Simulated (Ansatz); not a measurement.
# A series in volume scale on W

Results calculated with Ansatz 0.2.0, not measured. Plane-wave DFT, scalar-relativistic PAW made under PBE with cores redone for the functional, no dispersion; the given relaxed cell is scaled uniformly, energy at zero smearing counts from the unscaled cell, pressure at the given Fermi-Dirac smearing is positive in compression.

The cell before it is scaled or strained (space group Fd-3m, No. 227):
```
W
1.0
      0.0000     2.8792     2.8792
      2.8792     0.0000     2.8792
      2.8792     2.8792     0.0000
W
2
Direct
  0.12500 0.12500 0.12500
  0.87500 0.87500 0.87500
```

Settings of every row: spin polarised no; functional PBEsol; wave cutoff 420 eV; smearing width 0.1 eV; k mesh 11x11x11.

Atom starting moment: 0 on all atoms.

Limits: some atoms lie unusually close (a squeezed, shaken or made-up cell); no spin-orbit coupling, which can matter with elements this heavy.

| row | volume scale | V (Å³/atom) | pressure (GPa) | energy change per atom (meV) |
| --- | --- | --- | --- | --- |
| 1 | 0.88 | 21.004 | 21.11 | 166.99 |
| 2 | 0.92 | 21.959 | 12.65 | 68.43 |
| 3 | 0.96 | 22.913 | ? | ? |
| 4 | 1.04 | 24.823 | -4.74 | 15.52 |
| 5 | 1.08 | 25.777 | -8.65 | 56.65 |
| 6 | 1.12 | 26.732 | -11.87 | 118.9 |

Question: what pressure and energy change per atom should row 3 give?

Worked fit of pressure. Take u = (V_r/V)^(2/3) − 1 with V_r = 24.823 Å³ an atom, which is twice the finite (Eulerian) strain; such expansions in the strain, on which the Birch-Murnaghan equation of state is built, carry the rest volume and the bulk modulus. The shown rows have u = 0.11781, 0.08516, 0, -0.02483, -0.04819. Least squares give pressure = −4.768 + 167.903 × u + 437.18 × u² GPa; a straight line predicts inner rows, each left out in turn, worse (root mean square 1.2 against 0.071 GPa). The rows lie off it by 0.03, -0.05, 0.03, 0.02, -0.03 (root mean square 0.033 GPa). The pressure vanishes at u = 0.0266, or V = 23.87 Å³ an atom, and there the bulk modulus at fixed shape and fractions is B = −V dP/dV = (2/3)(1 + u) dP/du = 131 GPa. The withheld row has u = 0.05483, so the fit gives −4.768 + 167.903 × (0.05483) + 437.18 × (0.05483)² = 5.75 GPa.

The calculation gave 5.71 GPa. The fit lies 0.04 GPa (0.12 % of the column's range) above it; its largest miss of a shown row is 0.05 GPa.

Worked fit of energy change per atom. Take u = (V_r/V)^(2/3) − 1 with V_r = 24.823 Å³ an atom, which is twice the finite (Eulerian) strain; such expansions in the strain, on which the Birch-Murnaghan equation of state is built, carry the rest volume and the bulk modulus. The shown rows have u = 0.11781, 0.08516, 0, -0.02483, -0.04819. Least squares give energy change per atom = 15.766 − 1142.047 × u + 20609.24 × u² meV; a straight line predicts inner rows, each left out in turn, worse (root mean square 58 against 0.64 meV). The rows lie off it by -0.27, 0.46, -0.25, -0.18, 0.24 (root mean square 0.3 meV). Its lowest point lies at u = 0.0277, or V = 23.83 Å³ an atom, and the curvature there gives the bulk modulus at fixed shape and fractions, B = (4/9)(1 + u)² E″(u)/V = 130 GPa. The withheld row has u = 0.05483, so the fit gives 15.766 − 1142.047 × (0.05483) + 20609.24 × (0.05483)² = 15.11 meV.

The calculation gave 15.45 meV. The fit lies 0.34 meV (2.2 % of the value, 0.22 % of the column's range) below it; its largest miss of a shown row is 0.46 meV.
